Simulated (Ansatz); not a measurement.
Ligand exchange: Si(CH3)2(NH2)2 + C3H10Si → Si(CH3)(NH2)2(SiH3) + C4H10

Species: Si(CH3)2(NH2)2, singlet; C3H10Si `CC(C)[SiH3]`, singlet; Si(CH3)(NH2)2(SiH3), singlet; C4H10 (isobutane) `CC(C)C`, singlet. The partners trade CH3 for SiH3: Si–CH3 and C–SiH3 bonds give way to Si–SiH3 and C–CH3.

Shapes, held fixed at every level: PBE0-D4/def2-TZVP. Flexible molecules stand in one conformer, not always the lowest. Programs: Ansatz 0.2.0. Electronic energies: no zero-point or thermal term.

| level | kind | ΔE (kJ/mol) | less CCSD(T)/CBS estimate |
| --- | --- | --- | --- |
| HF/def2-TZVPP | Hartree–Fock | +35.6 | +1.0 |
| PBE0-D4/def2-TZVPP | global hybrid | +26.3 | -8.3 |
| B2PLYP/def2-TZVPP | double hybrid | +34.7 | +0.1 |
| MP2/def2-TZVPP | perturbation theory | +40.5 | +5.9 |
| CCSD(T)/def2-TZVPP | coupled cluster or CI | +33.5 | -1.1 |
| CCSD/def2-TZVPP | coupled cluster or CI | +34.1 | -0.5 |
| CCSD(T)/CBS estimate | coupled cluster or CI | +34.6 | 0.0 |

The highest level, CCSD(T)/CBS estimate, gives ΔE = +34.6 kJ/mol; the levels span +26.3 to +40.5. The column of differences is taken from that level and isn't an error. No measured value is set beside it here. The CBS estimate extrapolates MP2 from def2-TZVPP and def2-QZVPP and adds CCSD(T) − MP2 in the triple-zeta set, cores frozen.

The exchange is uphill at every level, by +34.6 kJ/mol at the highest, so the reactants' pairing of silicon with carbon is clearly preferred. Two polar Si–C bonds are traded for one Si–Si and one C–C bond. Carbon is the more electronegative partner, and the ionic contribution to both Si–C bonds is largely lost in the products; the strong new C–C bond doesn't make up for this and for the weaker Si–Si bond. The amino groups probably add to the preference, since they leave the central silicon electron-poor and better matched to methyl than to an electropositive silyl group.

Hartree–Fock lies close to coupled cluster because bond types change but their number doesn't, so much of the correlation energy cancels. MP2 overshoots, and CCSD already removes most of the excess, which points to higher-order correlation among the singles and doubles rather than to triples. PBE0-D4 understates the cost, perhaps through an uneven description of the polar and homonuclear bonds. Without an amino-free counterpart, the substituents' share of the energy remains undetermined.
